Dear colleague,

The signs in your caesium $6p_{3/2}$ coefficients changed between books because the diagrams share one algebra and differ in what an arrow means. Below I derive the diagram, check it on a $2\times2$ problem, and give the conversion phases.

**Conventions.** Angular momenta are in units of $\hbar$. Phases are Condon–Shortley: $J_\pm$ have non-negative matrix elements and $\langle j_1 j_1\, j_2\, J{-}j_1|JJ\rangle>0$. The $3jm$ symbol is defined by

$$\langle j_1m_1j_2m_2|JM\rangle=(-1)^{j_1-j_2+M}\sqrt{2J+1}\begin{pmatrix}j_1&j_2&J\\ m_1&m_2&-M\end{pmatrix}.\tag{1}$$

**The diagram.** Exchanging two columns multiplies the symbol by $(-1)^{j_1+j_2+J}$, so the exponent in (1) becomes $2j_1+J+M$. Write $J+M=(J-M)+2M$. Modulo 2, $2M\equiv 2J$, and $2j_1+2J\equiv 2j_2$ because $j_1+j_2+J$ is an integer. Hence

$$\langle j_1m_1j_2m_2|JM\rangle=(-1)^{2j_2}\sqrt{2J+1}\,(-1)^{J-M}\begin{pmatrix}j_2&j_1&J\\ m_2&m_1&-M\end{pmatrix}.\tag{2}$$

All dependence on projections in (2) now sits in two graphical elements.

* *Node.* Three lines meeting at a point stand for a $3jm$ symbol, with columns read counterclockwise at a $+$ node and clockwise at a $-$ node. Draw $j_1,j_2,J$ counterclockwise. The order $(j_2\,j_1\,J)$ is then a $-$ node.
* *Arrow.* The metric is $g_{mm'}=(-1)^{j-m}\delta_{m,-m'}$. Contracting its second index with the $J$ column of the node turns the entry into $-M$ and supplies $(-1)^{J-M}$, with $M$ the free end.

The weight $\sqrt{2J+1}$ is drawn as a heavy $J$ line or written in front, and $(-1)^{2j_2}$ stays outside. From the definition, $g^{T}=(-1)^{2j}g$, $gg^{T}=1$ and $g^2=(-1)^{2j}$. Reversing an arrow costs $(-1)^{2j}$, opposed arrows cancel, and the outside phase equals two parallel arrows on $j_2$.

**The smallest model.** Take one $p$ electron, $j_1=l=1$, $j_2=s=\tfrac12$, with $H=\zeta\,\mathbf l\cdot\mathbf s$ and one radial function. With $\mathbf l\cdot\mathbf s=l_zs_z+\tfrac12(l_+s_-+l_-s_+)$ and $l_+|m_l{=}0\rangle=\sqrt2\,|m_l{=}1\rangle$, the block $M=\tfrac12$ in the basis $|0\uparrow\rangle,|1\downarrow\rangle$ is

$$H_{1/2}=\zeta\begin{pmatrix}0&1/\sqrt2\\ 1/\sqrt2&-1/2\end{pmatrix}.\tag{3}$$

With $E=\lambda\zeta$ the secular equation is $\lambda^2+\lambda/2-1/2=0$, so $E_{3/2}=\zeta/2$, $E_{1/2}=-\zeta$, and the splitting is $\Delta=3\zeta/2$. The eigenvectors are

$$|\tfrac32\tfrac12\rangle=\sqrt{\tfrac23}\,|0\uparrow\rangle+\sqrt{\tfrac13}\,|1\downarrow\rangle,\qquad |\tfrac12\tfrac12\rangle=-\sqrt{\tfrac13}\,|0\uparrow\rangle+\sqrt{\tfrac23}\,|1\downarrow\rangle.\tag{4}$$

Diagonalisation fixes the relative sign within each vector. The overall signs come from the convention. For the first, $J_-|1\uparrow\rangle=\sqrt2|0\uparrow\rangle+|1\downarrow\rangle=\sqrt3\,|\tfrac32\tfrac12\rangle$. For the second, the coefficient with $m_l=l$ is positive. Lowering twice more gives the rest of the quartet. No $3jm$ symbol was used.

I choose $\zeta$ to reproduce the typical Cs $6p$ fine-structure interval $\Delta/h\approx16.6$ THz. Then $\zeta/h=11.1$ THz, the off-diagonal element of (3) is $7.83$ THz times $h$, and the model's levels lie at $5.53$ and $-11.1$ THz. The coefficients do not depend on $\zeta$.

**Comparison with (2).** Here $(-1)^{2j_2}=-1$, and the weight is $2$ for $J=\tfrac32$ and $\sqrt2$ for $J=\tfrac12$. The node column is the symbol with upper row $(\tfrac12\;1\;J)$ and lower row $(m_s\;m_l\;{-M})$. The last column is $-1$ times weight times arrow times node.

| $J$ | $M$ | $m_l$ | $m_s$ | node | arrow $(-1)^{J-M}$ | coefficient |
|---|---|---|---|---|---|---|
| 3/2 | 3/2 | 1 | 1/2 | $-0.5000$ | $1$ | $1.0000$ |
| 3/2 | 1/2 | 0 | 1/2 | $0.4082$ | $-1$ | $0.8165$ |
| 3/2 | 1/2 | 1 | $-1/2$ | $0.2887$ | $-1$ | $0.5774$ |
| 3/2 | $-1/2$ | $-1$ | 1/2 | $-0.2887$ | $1$ | $0.5774$ |
| 3/2 | $-1/2$ | 0 | $-1/2$ | $-0.4082$ | $1$ | $0.8165$ |
| 3/2 | $-3/2$ | $-1$ | $-1/2$ | $0.5000$ | $-1$ | $1.0000$ |
| 1/2 | 1/2 | 0 | 1/2 | $0.4082$ | $1$ | $-0.5774$ |
| 1/2 | 1/2 | 1 | $-1/2$ | $-0.5774$ | $1$ | $0.8165$ |

The $M=\tfrac12$ rows are (4), since $\sqrt{2/3}=0.8165$ and $\sqrt{1/3}=0.5774$. In the quartet the bare node alternates in sign with $M$. The arrow removes the alternation and the outside phase makes all six entries positive, as repeated lowering of $|1\uparrow\rangle$ requires.

**The dictionary.** Two binary choices remain: the node sign, and whether the arrow on $J$ yields $(-1)^{J-M}$ or, reversed, $(-1)^{J+M}$. Write coefficient $=\varphi\,\sqrt{2J+1}\times$ arrow $\times$ node. The node flip $(-1)^{j_1+j_2+J}$ and the arrow flip $(-1)^{2J}$ applied to (2) give:

| node | arrow | $\varphi$ | $p_{3/2}$ | $p_{1/2}$ |
|---|---|---|---|---|
| $-$ | $(-1)^{J-M}$ | $(-1)^{2j_2}$ | $-1$ | $-1$ |
| $-$ | $(-1)^{J+M}$ | $(-1)^{2j_1}$ | $1$ | $1$ |
| $+$ | $(-1)^{J-M}$ | $(-1)^{j_1-j_2+J}$ | $1$ | $-1$ |
| $+$ | $(-1)^{J+M}$ | $(-1)^{j_1-j_2-J}$ | $-1$ | $1$ |

For your coupling order, orbital first, the second row needs no outside phase because $l$ is an integer. The four traditions read the picture as follows.

* *Brink–Satchler and Lindgren–Morrison.* A plain line is $\delta_{mm'}$ and an arrow is the metric itself. Lines $j_1,j_2$ are plain and $J$ carries the one arrow. Lindgren and Morrison absorb $\sqrt{2J+1}$ in a heavy line.
* *Yutsis–Levinson–Vanagas.* Every line is directed. On a free line the arrow gives only the sign of the projection, $+m$ away from the node and $-m$ towards it. With $j_1,j_2$ out, $J$ in and a $-$ node, the diagram is the bare symbol of (2), and $(-1)^{2j_2+J-M}\sqrt{2J+1}$ is written in front.
* *El Baz–Castel.* Every line is directed too, but the direction marks ket or bra character. The reversed $J$ line is the component with the metric already applied, so it includes the arrow phase, and only $\varphi\sqrt{2J+1}$ is left to supply.

Equation (2) converts between these once one elementary rule is read from the text in your hand: whether the $m$ in $(-1)^{j-m}$ belongs to the tail or the head of the arrow. Under the tail rule the arrow of (2) points into the node, and under the head rule out of it. An internal Yutsis line directed from node $A$ to node $B$ means $\sum_m(-1)^{j-m}A_mB_{-m}=\sum_{mm'}A_m\,g_{mm'}B_{m'}$, which is a tail-rule metric arrow from $A$ to $B$. Reading the same drawing with the head rule gives one factor $-1$ for each arrowed half-integer line. As a quick test, evaluate the book's diagram for $\langle 1\,1\,\tfrac12\tfrac12|\tfrac32\tfrac32\rangle$ and $\langle 1\,1\,\tfrac12\,{-\tfrac12}|\tfrac12\tfrac12\rangle$. Both must be positive, and the two signs of arrow times node pick out one row of the table.

**Where a slip shows.** Any phase that depends only on $J$ and $M$ redefines basis states and cancels if used in both bra and ket. It survives when the two come from different conventions. Start from $6s\uparrow$ (a stretched hyperfine state) and let a pulse much shorter than $h/\Delta$, polarised along the quantisation axis, prepare $|0\uparrow\rangle$. From (4),

$$\langle1\downarrow|e^{-iHt/\hbar}|0\uparrow\rangle=\frac{\sqrt2}{3}\left(e^{-iE_{3/2}t/\hbar}-e^{-iE_{1/2}t/\hbar}\right),\qquad P_\downarrow(t)=\frac89\sin^2\frac{\Delta t}{2\hbar}.\tag{5}$$

The model's spin-flip probability starts at zero, reaches $0.889$ at $30.1$ fs and repeats after $h/\Delta=60.2$ fs. The period only restates the input interval. The factor $8/9$ and the $\sin^2$ come from the coefficients. Now let one of the two coefficients in each term be evaluated with a $+$ node but with the phase $(-1)^{2j_2}$ of the $-$ node. The stray factor $(-1)^{l+s+J}$ is $-1$ for $J=\tfrac32$ and $1$ for $J=\tfrac12$. The bracket in (5) becomes a sum, and $P_\downarrow=\tfrac89\cos^2(\Delta t/2\hbar)$, a flipped spin at zero delay. Misreading only the arrow direction gives $(-1)^{2J}=-1$ for both levels and leaves $P_\downarrow$ intact.

Two neglected effects are small. The real $6p_{1/2}$ and $6p_{3/2}$ radial functions differ: the typical D2/D1 line-strength ratio is about $1.98$ against the model's $2$, a relative shift of $0.01$. The typical $6p_{1/2}$ hyperfine interval of about $1.2$ GHz is $7\times10^{-5}$ of $\Delta/h$.

The same block describes the top of the silicon valence band at $\mathbf k=0$. Within the orbital triplet the spin–orbit operator has the form $\zeta\,\mathbf l\cdot\mathbf s$ with effective $l=1$ matrices, and the quartet lies above the split-off doublet in electron energy. A typical split-off gap of $44$ meV, or $7.0\times10^{-21}$ J, gives the model's $\zeta=4.7\times10^{-21}$ J, and the zone-centre light-hole and split-off states with $M=\tfrac12$ are the two vectors of (4).